\textbf{Lecturer.} Your second-neighbour $J$ for NiO is wrong. Show me the attempt.

\textbf{Student.} Write $\Sigma_i=\Sigma_i^c+S_i\,\mathbf e_i\cdot\boldsymbol\sigma$ with $S_i=(\Sigma_{i\uparrow}-\Sigma_{i\downarrow})/2$. Tilting gives $\delta\Omega=T\sum_\omega\mathrm{Tr}[G\,\delta\Sigma+\tfrac12(G\,\delta\Sigma)^2]$. Matching the cross term to $H=-\sum_{i\ne j}J_{ij}\,\mathbf e_i\cdot\mathbf e_j$ over ordered pairs,
\begin{equation}
J_{ij}=-s_is_j\,T\sum_\omega \mathrm{Tr}_L\,[S_iG_{ij}^\uparrow S_jG_{ji}^\downarrow],
\end{equation}
where $s_i=\pm1$ turns the global axis into the moment direction and $\mathrm{Tr}_L$ runs over orbitals. A half-filled dimer with $|S|=U/2\gg t$ gives $-t^2/2U$, that is $(4t^2/U)\,\mathbf s_1\cdot\mathbf s_2$ for $\mathbf s=\mathbf e/2$.

\textbf{Lecturer.} Correct so far.

\textbf{Student.} For the straight Ni--O--Ni bond I keep $d_{3z^2-r^2}$, $p_z$, $d_{3z^2-r^2}$ with two holes, antiparallel moments, static splittings and $T=0$. The $d$ levels are $0$ and $W$, the $p$ level is $\Delta$, the hopping $t$. For both spins $G_{12}=t^2/D$,
\begin{equation}
D(z)=z(z-\Delta)(z-W)-t^2(2z-W).
\end{equation}
The double pole at the lowest root $\lambda$ gives
\begin{equation}
J=|S|^2\,t^4\,D''(\lambda)/D'(\lambda)^3 .
\end{equation}
You set typical inputs $t=1.2$, $\Delta=5$, $W=8$ eV, with $W_{xc}=2$ eV from the LSDA potential and $W_\Sigma=6$ eV from the self-energy after double counting. Then $\lambda=-0.282$ eV. My wrong line follows:
\begin{equation}
|S|=W_\Sigma/2 \;\Rightarrow\; J=-5.8\ \mathrm{meV}\quad(\text{wrong}).
\end{equation}
But I object. For spin 1 the pair coupling is $2|J|$, and six neighbours give the mean-field $k_BT_N=6\cdot\tfrac23\cdot2|J|=8|J|$, first neighbours cancelling in type-II order. That is $5.4\times10^2$ K, against the compiled 523 K (Fischer 2009).

\textbf{Lecturer.} Mean field overshoots. With second neighbours alone the sublattices are simple cubic, and random-phase decoupling divides $T_N$ by $N^{-1}\sum_{\mathbf k}(1-\gamma_{\mathbf k})^{-1}=1.516$, with $\gamma_{\mathbf k}$ the mean of the three cosines. That leaves you $3.5\times10^2$ K. The real symptom is internal. Turn both of your $S_i$ rigidly by $\theta$. Only the fraction $f=W_\Sigma/W=0.75$ of the field turns, so its length shrinks by the fraction $f(1-f)\theta^2/2$ and
\begin{equation}
\delta\Omega=\tfrac12 f(1-f)\,W m\,\theta^2=0.71\ \mathrm{eV}\times\theta^2,
\end{equation}
with $d$ moment $m=0.946$. Without spin--orbit coupling this must vanish.

\textbf{Student.} I use only the cross term.

\textbf{Lecturer.} Your cross term describes fields tilted by $f\theta$, so it carries $f^2$. The faulty line is $|S|=W_\Sigma/2$. Your $G$ contains all of $W$, so all of $W$ must rotate:
\begin{equation}
|S|=\tfrac12(W_\Sigma+W_{xc}) \;\Rightarrow\; J=-10.3\ \mathrm{meV}.
\end{equation}
The rigid rotation is then free. You lost $1-f^2=44\%$, or $4.5$ meV. On a non-magnetic DFT basis $W_{xc}=0$ and your first equation is complete.

\textbf{Student.} Then oxygen needs a splitting too.

\textbf{Lecturer.} In a ferromagnetic reference it does, and it must turn with the nickel moments. Between opposite moments it vanishes by symmetry. A tilt of one moment still induces a transverse oxygen moment, by linear response
\begin{equation}
|m_p|=\theta\,W\,\Big|\mathrm{Res}_{\lambda}\,\frac{t^2z(z-W)}{D^2}\Big|=0.041\,\theta .
\end{equation}
The tilt costs $|J|\theta^2$, and the Stoner gain $I_pm_p^2/4$ with a typical $I_p=1.6$ eV lowers $|J|$ by $0.7$ meV.

\textbf{Student.} And the vertex corrections? The self-energy is frozen while it turns.

\textbf{Lecturer.} Diagonalise the interacting cluster: $d$ level $0$, repulsion $U=W$ on $d$, none on $p$. The singlet lies $87$ meV below the triplet, and the gap equals $-8J$, so $J=-10.9$ meV. At order $t^4$ both routes give $-(t^4/2\Delta^2)(1/W+1/\Delta)$. The remaining $0.6$ meV lumps together the vertex, the static self-energy and the classical mapping. Both omissions are small beside $4.5$ meV in this gapped cluster with nearly saturated moments, which proves nothing for a metal.

\textbf{Student.} So NiO has $-10.3$ meV?

\textbf{Lecturer.} The model has. I chose the inputs so that $|J|$ lands near the roughly 10 meV typical of NiO in this convention. Its $T_N$, $9.6\times10^2$ K in mean field and $6.3\times10^2$ K after decoupling, therefore tests nothing about the oxide.